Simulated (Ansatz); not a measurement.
## Sn: energy above lowest point and pressure against volume scale

Free energy against uniform scaling of the volume at fixed shape and fractions; periodic cell, basis, potentials, k mesh and filling as listed. The results are calculated, by Ansatz 0.2.0.

The cell before it is scaled or strained (space group I4/mmm, No. 139):
```
cell vectors (Å)
  -1.5908     1.5908     2.9156
   1.5908    -1.5908     2.9156
   1.5908     1.5908    -2.9156
atoms (fractions of the cell vectors)
Sn  0.00000  0.00000  0.00000
```

Settings of every row: functional LDA; dispersion none; potentials PAW; wave cutoff 500 eV; density cutoff 2000 eV; k mesh 13x13x13; k shift 0x0x0; occupations fermi dirac; smearing width 0.1 eV; spin none.

Limits: coarse k mesh, up to 40 meV an atom off; minimum outside the range.

```csv
row,volume scale,V (Å³/atom),energy above lowest point (meV/atom),pressure (GPa)
1,0.9,26.562,0,-0.85
2,0.925,27.3,7.2,-2.22
3,0.95,28.038,?,?
4,0.975,28.776,37.9,-4.34
5,1,29.513,59.9,-5.16
6,1.025,30.251,85.3,-5.86
7,1.05,30.989,113.7,-6.45
8,1.075,31.727,144.6,-6.95
9,1.1,32.465,177.6,-7.38
```

Question: what energy above lowest point and pressure should row 3 give?

Worked fit of energy above lowest point. Take u = (V_r/V)^(2/3) − 1 with V_r = 29.882 Å³ an atom, which is twice the finite (Eulerian) strain; such expansions in the strain, on which the Birch-Murnaghan equation of state is built, carry the rest volume and the bulk modulus. The shown rows have u = 0.08168, 0.0621, 0.02546, 0.00832, -0.00815, -0.02396, -0.03915, -0.05377. Least squares give energy above lowest point = 72.18 − 1547 × u + 7862 × u² + 3173 × u³ meV/atom; a parabola predicts inner rows, each left out in turn, worse (root mean square 0.24 against 0.042 meV/atom). All shown rows lie on it to the printed digit. The withheld row has u = 0.04338, so the fit gives 72.18 − 1547 × (0.04338) + 7862 × (0.04338)² + 3173 × (0.04338)³ = 20.1 meV/atom.

The calculation gave 20.1 meV/atom. The fit meets it to the printed digit.

Worked fit of pressure. Take u = (V_r/V)^(2/3) − 1 with V_r = 29.882 Å³ an atom, which is twice the finite (Eulerian) strain; such expansions in the strain, on which the Birch-Murnaghan equation of state is built, carry the rest volume and the bulk modulus. The shown rows have u = 0.08168, 0.0621, 0.02546, 0.00832, -0.00815, -0.02396, -0.03915, -0.05377. Least squares give pressure = −5.524 + 42.21 × u + 159.3 × u² + 299 × u³ GPa; a parabola predicts inner rows, each left out in turn, worse (root mean square 0.022 against 0.0032 GPa). All shown rows lie on it to the printed digit. The withheld row has u = 0.04338, so the fit gives −5.524 + 42.21 × (0.04338) + 159.3 × (0.04338)² + 299 × (0.04338)³ = -3.37 GPa.

The calculation gave -3.37 GPa. The fit meets it to the printed digit.
